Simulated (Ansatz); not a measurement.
# TiN: the change of pressure and energy above lowest point with volume scale

Free energy against uniform scaling of the volume at fixed shape and fractions; periodic cell, basis, potentials, k mesh and filling as listed. The results are calculated, by Ansatz 0.2.0.

The cell before it is scaled or strained (space group Fm-3m, No. 225):
```
CELL_PARAMETERS angstrom
0.00000 2.11900 2.11900
2.11900 0.00000 2.11900
2.11900 2.11900 0.00000
ATOMIC_POSITIONS crystal
Ti 0.00000 0.00000 0.00000
N 0.50000 0.50000 0.50000
```

Settings of every row: functional LDA; dispersion none; potentials PAW; wave cutoff 500 eV; density cutoff 2000 eV; k mesh 11x11x11; k shift 0x0x0; occupations fermi dirac; smearing width 0.1 eV; spin none.

Limits: coarse k mesh, up to 40 meV an atom off; odd electron count without spin.

```
row  volume scale  V (Å³/atom)  pressure (GPa)  energy above lowest point (meV/atom)
  1           0.9        8.563           21.21                                  32.4
  2         0.925        8.801           10.69                                   8.9
  3          0.95        9.039            1.51                                     0
  4         0.975        9.277               ?                                     ?
  5             1        9.515          -13.46                                  18.7
  6         1.025        9.753          -19.53                                  43.3
  7          1.05         9.99          -24.83                                  76.4
  8         1.075       10.228          -29.44                                 116.7
  9           1.1       10.466          -33.44                                 163.5
```

Question: what pressure and energy above lowest point should row 4 give?

Worked fit of pressure. Take u = (V_r/V)^(2/3) − 1 with V_r = 9.634 Å³ an atom, which is twice the finite (Eulerian) strain; such expansions in the strain, on which the Birch-Murnaghan equation of state is built, carry the rest volume and the bulk modulus. The shown rows have u = 0.08173, 0.06214, 0.04342, 0.00832, -0.00815, -0.0239, -0.0391, -0.05373. Least squares give pressure = −16.607 + 369 × u + 1079.3 × u² + 823 × u³ GPa; a parabola predicts inner rows, each left out in turn, worse (root mean square 0.066 against 0.012 GPa). The rows lie off it by 0.00, 0.00, -0.01, 0.00, 0.01, -0.01, -0.01, 0.01. The pressure vanishes at u = 0.0401, or V = 9.082 Å³ an atom, and there the bulk modulus at fixed shape and fractions is B = −V dP/dV = (2/3)(1 + u) dP/du = 319 GPa. The withheld row has u = 0.02549, so the fit gives −16.607 + 369 × (0.02549) + 1079.3 × (0.02549)² + 823 × (0.02549)³ = -6.49 GPa.

The calculation gave -6.48 GPa. The fit lies 0.01 GPa (0.018 % of the column's range) below it, one unit of the last digit.

Worked fit of energy above lowest point. Take u = (V_r/V)^(2/3) − 1 with V_r = 9.634 Å³ an atom, which is twice the finite (Eulerian) strain; such expansions in the strain, on which the Birch-Murnaghan equation of state is built, carry the rest volume and the bulk modulus. The shown rows have u = 0.08173, 0.06214, 0.04342, 0.00832, -0.00815, -0.0239, -0.0391, -0.05373. Least squares give energy above lowest point = 29.93 − 1498.4 × u + 18514 × u² + 2347 × u³ meV/atom; a parabola predicts inner rows, each left out in turn, worse (root mean square 0.19 against 0.094 meV/atom). The rows lie off it by 0.0, 0.0, 0.0, 0.0, -0.1, 0.1, 0.0, 0.0. Its lowest point lies at u = 0.0402, or V = 9.081 Å³ an atom, and the curvature there gives the bulk modulus at fixed shape and fractions, B = (4/9)(1 + u)² E″(u)/V = 319 GPa. The withheld row has u = 0.02549, so the fit gives 29.93 − 1498.4 × (0.02549) + 18514 × (0.02549)² + 2347 × (0.02549)³ = 3.8 meV/atom.

The calculation gave 3.8 meV/atom. The fit meets it to the printed digit.
